## Sizes to remember

The magnetic hyperfine energy of a level is A I·J, with I the nuclear spin and J the electronic angular momentum. A is proportional to the nuclear g factor μ/(I μ_N), so A/g is an electronic quantity, apart from a weak dependence on the size of the nucleus. For a 5p1/2 electron outside a [Kr] 4d¹⁰ 5s² core it is about 2 GHz in neutral indium and about 30 GHz in Nd11+. One more proton adds 1.4 GHz at the start of the sequence and 3.9 GHz at the end, at the Dirac-Hartree-Fock (DHF) level. Core polarisation adds roughly 30% in the neutral atom and 8% at charge 11. The correlation correction to the orbital adds a further 13% and 2%.

B-spline many-body code 1, no-pair Dirac-Coulomb: frozen-core Dirac-Hartree-Fock (DHF), RPA core polarisation, and Brueckner orbitals from a second-order or screened correlation potential. One 5p1/2 electron outside a closed [Kr] 4d10 5s2 core. A/g is the hyperfine constant A over the nuclear g factor μ/(I μ_N), for a finite, uniformly magnetised nucleus.

```csv
species,Z,charge (e),nuclear rms radius (fm),"A/g, DHF (5p1/2) (MHz)","A/g, RPA (5p1/2) (MHz)","A/g, Brueckner RPA (5p1/2) (MHz)"
In,49,0,4.616,1445,1851,2098
Sn+,50,1,4.652,2854,3370,3642
Sb2+,51,2,4.680,4418,5062,5367
Te3+,52,3,4.742,6173,6957,7305
I4+,53,4,4.750,8137,9071,9463
Xe5+,54,5,4.786,?,?,?
Cs6+,55,6,4.804,?,?,?
La8+,57,8,4.855,18420,20040,20610
Ce9+,58,9,4.877,21690,23500,24120
Pr10+,59,10,4.892,25270,27280,27960
Nd11+,60,11,4.912,29200,31420,32150
```

The three result columns are cumulative. DHF puts the valence electron in the frozen field of the core. RPA lets the core respond to the hyperfine field. Brueckner RPA also replaces the valence orbital by one computed with a correlation potential. The question is how large A/g is in Xe5+ and Cs6+ at each level. They lie between I4+ and La8+, which are four charge steps apart.

Every row follows the 5p1/2 orbital, which is not always the ground state. In the same calculation it lies only 0.38 eV below 4f5/2 in Pr10+, and 6.7 eV above 4f5/2 in Nd11+.

## Why the constant grows

The nuclear dipole field falls as r⁻³, so without relativity

A/g = K · l(l+1)/[j(j+1)] · ⟨r⁻³⟩,

where K = 2μ_B μ_N μ₀/(4π h a₀³) and ⟨r⁻³⟩ is in a₀⁻³. For l = 1 and j = 1/2 the angular factor is 8/3.

The Fermi-Segrè argument splits the orbital in two. Near the nucleus, where r⁻³ has its weight, the shape of the orbital is that of a hydrogenic p wave in an inner charge Z_i close to Z, and hardly depends on the binding energy. How much of the electron is found there is fixed by the normalisation, which comes from the outer region. There the electron sees z = charge + 1 and has the effective quantum number ν defined by the removal energy E = Ry z²/ν². The frequency of the classical orbit goes as z²/ν³, and joining the two regions gives

⟨r⁻³⟩ = Z_i z² / [ν³ l(l+½)(l+1)] = Z_i z²/(3ν³).

A p1/2 spinor is drawn towards the nucleus, which multiplies the result by the point-nucleus factor F = 3/[γ(4γ² − 1)], γ = √(1 − (Zα)²). Together,

A/g = 84.81 MHz · Z · F(Z) · y, with y = (Z_i/Z) z²/ν³.

Dividing the DHF column by 84.81 MHz · Z · F defines y for each row. From In to Nd11+ the column grows by 20.2, which splits into 14.26 from y, 1.224 from Z and 1.158 from F. The rise is thus mostly the outer normalisation: a more highly charged ion pulls the orbital in and the electron returns to the nucleus more often. The mean radius from the same runs falls from 2.83 bohr in Sn+ to 1.53 bohr in La8+.

The 5p fine-structure doublet also measures ⟨r⁻³⟩, with one more power of the inner charge. From In to Pr10+ the DHF doublet grows 19.7 times and the DHF A/g 17.5 times, while their ratio slides only from 0.722 to 0.640 MHz cm. The common factor z²/ν³ cancels, as the argument says it should.

The formula is not accurate enough to predict with. Inserting the DHF removal energies and asking which Z_i reproduces the column gives Z + 0.4 for Sn+, Z − 3.3 for I4+ and Z − 4.3 for La8+. The usual rule for p electrons is about Z − 4. The full Fermi-Segrè formula carries a further factor from the energy dependence of the quantum defect, which should matter most at low charge. That it accounts for this drift is likely but untested here.

## A model for interpolation

What survives is that y is a smooth function of z. A quadratic was fitted by least squares on relative errors to the eight known ions, Sn+ to Nd11+:

y = 0.00837 z² + 0.2152 z + 0.0517.

Its rms error relative to the DHF column is 0.027%, the worst row being Sb2+ at −0.05%. The four-figure rounding of the table is worth 0.006% to 0.03%. The errors of Sb2+ and I4+ are several times their own rounding, so a small misfit of the form remains. Indium was kept out because an expansion in the ion charge is at its worst for a neutral atom; the quadratic overshoots it by 2.2%.

At very high charge the screening becomes negligible and y tends to z²/n³ = z²/125. The fitted leading coefficient is 1.047 times 1/125. This closeness should not be read as hydrogenic behaviour: ν is still only 3.04 in La8+, the linear term is the largest one in every fitted row, and the three constants trade against each other. Fixing the coefficient at 1/125 and refitting the other two gives an rms error of 0.21%, though this form overshoots the unfitted indium by only 0.48%. A power law (z + 1.74)^1.77 for A/g itself, fitted in the logarithm with no F, gives 0.81% with residuals that swing in sign along the series.

Nuclear size enters the calculation but not F. Its smooth part is absorbed in y. The radius steps irregularly around tellurium (4.680, 4.742, 4.750 fm), yet Te3+ departs from the quadratic by 0.01%, the size of its rounding, so the irregular part is invisible in this column.

## The two corrections

Call A_RPA/A_DHF − 1 the RPA fraction and A_Brueckner/A_RPA − 1 the Brueckner fraction. In megahertz both corrections rise in every step: RPA from 406 to 2220, Brueckner from 247 to 730. As fractions both fall in every step.

Perturbation theory argues for the fall. The RPA correction is, at lowest order, a residual Coulomb matrix element, which scales as an inverse radius, divided by a core excitation energy, which for a change of shell scales as an inverse radius squared. The correlation potential is of second order in the Coulomb interaction, so the Brueckner correction carries such a ratio twice. The core stiffens along the sequence, and its computed dipole polarisability drops from 29.6 to 1.75 bohr³; this measures odd-parity excitations, which enter the correlation potential but not the response to the even-parity hyperfine field. The RPA fraction should then go as a radius and the Brueckner fraction as a radius squared, which would mean 1/z and 1/z² if radii shrank as 1/z. Straight-line fits of log fraction against log z over the same eight ions give instead

RPA fraction = 0.248 z^−0.474, Brueckner fraction = 0.130 z^−0.691.

The exponents are empirical, but their smallness has a plain source: radii do not shrink as 1/z, because z is only the charge seen far outside the core. The 5p mean radius falls from 2.83 bohr in Sn+ to 1.32 bohr in Nd11+, about as z^−0.43. The RPA fraction divided by this radius is 6.4% per bohr in Sn+, 5.9 in Sb2+ and 5.7 to 5.8 in Te3+, I4+, La8+ and Nd11+, so it does follow a radius; a slowly changing share from inner shells is not excluded but is not needed. The Brueckner fraction falls more slowly than the radius squared, their ratio rising from 1.0% per bohr² in Sn+ to 1.3 in Nd11+. In line with this the second-order energy shift, which the scaling would hold constant, grows from 1.16 to 2.00 eV; the 5s → 5p excitations, which change no shell and escape the assumed denominator, are a likely reason. The RPA law gives 24.8% for indium against the computed 28.1%; the Brueckner law gives 13.0% against 13.3%.

The sign of the Brueckner correction fits the usual picture. The valence electron polarises the core and is attracted to the induced dipole, so E rises and the orbital contracts. Since z²/ν³ goes as E^(3/2) at fixed z, the fraction should be about 1.5 δE/E. With the screened energy shifts, the computed fraction is 0.71 of this estimate in Sn+, 0.98 in Te3+, 1.45 in La8+ and 1.7 in Nd11+. The estimate has the sign and the order right and falls too fast with charge. The column may rest on either correlation potential, and their shifts differ (1.05 and 1.16 eV in Sn+), but the drift remains with the second-order shifts, which give 0.64 in Sn+ and 1.2 in La8+.

## One estimate in full: Xe5+

This row was not part of any fit. Here Z = 54 and z = 6.

1. Zα = 54/137.04 = 0.3941, so γ = 0.9191 and F = 3/(0.9191 × 2.379) = 1.372.
2. y = 0.00837 × 36 + 0.2152 × 6 + 0.0517 = 1.644.
3. DHF: 84.81 × 54 × 1.372 × 1.644 ≈ 10330 MHz.
4. RPA fraction 0.248 × 6^−0.474 = 0.106, giving 10330 × 1.106 ≈ 11425 MHz.
5. Brueckner fraction 0.130 × 6^−0.691 = 0.0377, giving 11425 × 1.0377 ≈ 11856 MHz.

## Predictions

Both ions should lie on the smooth curve, with DHF below RPA below Brueckner RPA and with growing steps along the sequence. The first forecast, made without sight of the withheld rows, gives the constants ranges of about half a per cent either way:

- DHF: 10330 ± 50 MHz (Xe5+), 12760 ± 60 MHz (Cs6+).
- RPA: 11420 ± 60, 14020 ± 70.
- Brueckner RPA: 11860 ± 70, 14500 ± 80.
- RPA fraction: 10.3–10.9% and 9.6–10.2%.
- Brueckner fraction: 3.6–4.0% and 3.3–3.7%.

The fits with unrounded constants give tighter values. Their bars come from refitting with each interior ion (Sb2+ to Pr10+) left out in turn; the worst relative errors were 0.07% for DHF, 0.13% for RPA and 0.16% for Brueckner RPA, and these were combined in quadrature with the 5 MHz rounding. For Xe5+ the three levels are 10332 ± 9, 11426 ± 16 and 11856 ± 20 MHz. For Cs6+ they are 12765 ± 11, 14021 ± 19 and 14496 ± 24 MHz.

The main risk is Xe5+, whose run warns that a Brueckner orbital differs strongly from its Dirac-Fock start. Sb2+, Te3+, La8+ and Ce9+ carry the same warning, and their Brueckner fractions sit within 0.06 percentage points of the power law, against 0.04 for the unwarned I4+. Those four rows helped to fix the law, but a kink among them would have shown against their neighbours. No kink is expected.

## The computed values

The withheld rows as computed:

```csv
species,Z,charge (e),nuclear rms radius (fm),"A/g, DHF (5p1/2) (MHz)","A/g, RPA (5p1/2) (MHz)","A/g, Brueckner RPA (5p1/2) (MHz)"
Xe5+,54,5,4.786,10330,11420,11850
Cs6+,55,6,4.804,12760,14020,14500
```

All six constants and all four fractions fall inside the forecast ranges. Five central values equal the table to its four figures; the Brueckner RPA forecast for Xe5+ is 10 MHz high, one unit in the last digit. The order of the levels holds, and the DHF steps grow from 1964 MHz (8137 − 6173) through 2193 (10330 − 8137) to 2430 (12760 − 10330).

The fitted values miss by +2, +6 and +6 MHz in Xe5+ and by +5, +1 and −4 MHz in Cs6+, at most 0.05% of the computed value and half a bar. These are of the size of the rounding but are not rounding alone: the unrounded DHF values, 10327.5 and 12760.1 MHz, lie 4.5 and 4.9 MHz below the fit, the sign of the residuals at I4+ and La8+, so the small misfit of the quadratic runs through the gap. The computed fractions are 10.55% and 9.87% for RPA, 3.77% and 3.42% for Brueckner, within 0.04 points of the power laws. The warned orbital of Xe5+ leaves no visible kink in the 5p1/2 constant. The forecast ranges were several times wider than the outcome required.

The two alternative forms for DHF miss on the high side, in line with their residuals at the edges of the gap. The fixed 1/125 form is off by +0.26% and +0.22%, inside the forecast ranges but outside the fitted bars. The power law without F is off by +0.99% and +1.40%, outside both.

The hits came easily because this is an interpolation within one orbital outside one core. They test the smoothness of the calculation and say nothing of its accuracy.

## Where the calculation departs from nature

Structure radiation and normalisation terms are left out of every row, and the Hamiltonian is Dirac-Coulomb, without the Breit interaction. The weak row is indium. The measured A/g of its ground level is roughly 1900 MHz (a recalled, two-figure value), so the final 2098 is more than a tenth too high, and the RPA value 1851 lies nearer, presumably through cancellation of omitted terms. The standard reason is that 5s² is hardly a core in the neutral atom: 5s → 5p excitations cost little energy, the atom really has three valence electrons, and low-order treatment of their mixing is inadequate. Since the included corrections shrink as fractions with charge, the omitted correlation terms should too, which is an argument and is not shown by the table. It does not cover the Breit interaction, which need not shrink in this way.

## Neighbouring series

The 5p3/2 level has the angular factor 8/15, one fifth of 8/3, and a much weaker relativistic factor. Its DHF constant in the same runs is accordingly about seven times smaller: 217 MHz in indium. Exchange with the valence spin polarises the core s shells and produces a contact field, whose contribution to A has opposite signs for j = l − ½ and j = l + ½. The numbers agree with this: RPA raises 5p1/2 in all rows but lowers 5p3/2 from In to Cs6+, in indium from 217 to −49 MHz, before the Brueckner step returns it to 21. In La8+, Ce9+ and Pr10+ RPA raises it slightly. A power law in z cannot describe a correction that changes sign, so that series would need another form for it, such as a polynomial for the correction in megahertz.

A series that followed the ground state would break at Nd11+. The 4f5/2 electron is held off the nucleus by its centrifugal barrier, and its DHF constant is 968 MHz, thirty times below that of 5p1/2 in the same ion.

The 4p1/2 sequence that starts at gallium should show the same shape with F nearer to one. In the 6p1/2 sequence that starts at thallium, Zα is about 0.6, so F is much larger and rises faster per proton, and the finite nucleus takes back a larger share of it. There the point-nucleus F would be a poorer thing to divide out, and the nuclear radius might have to enter the model.
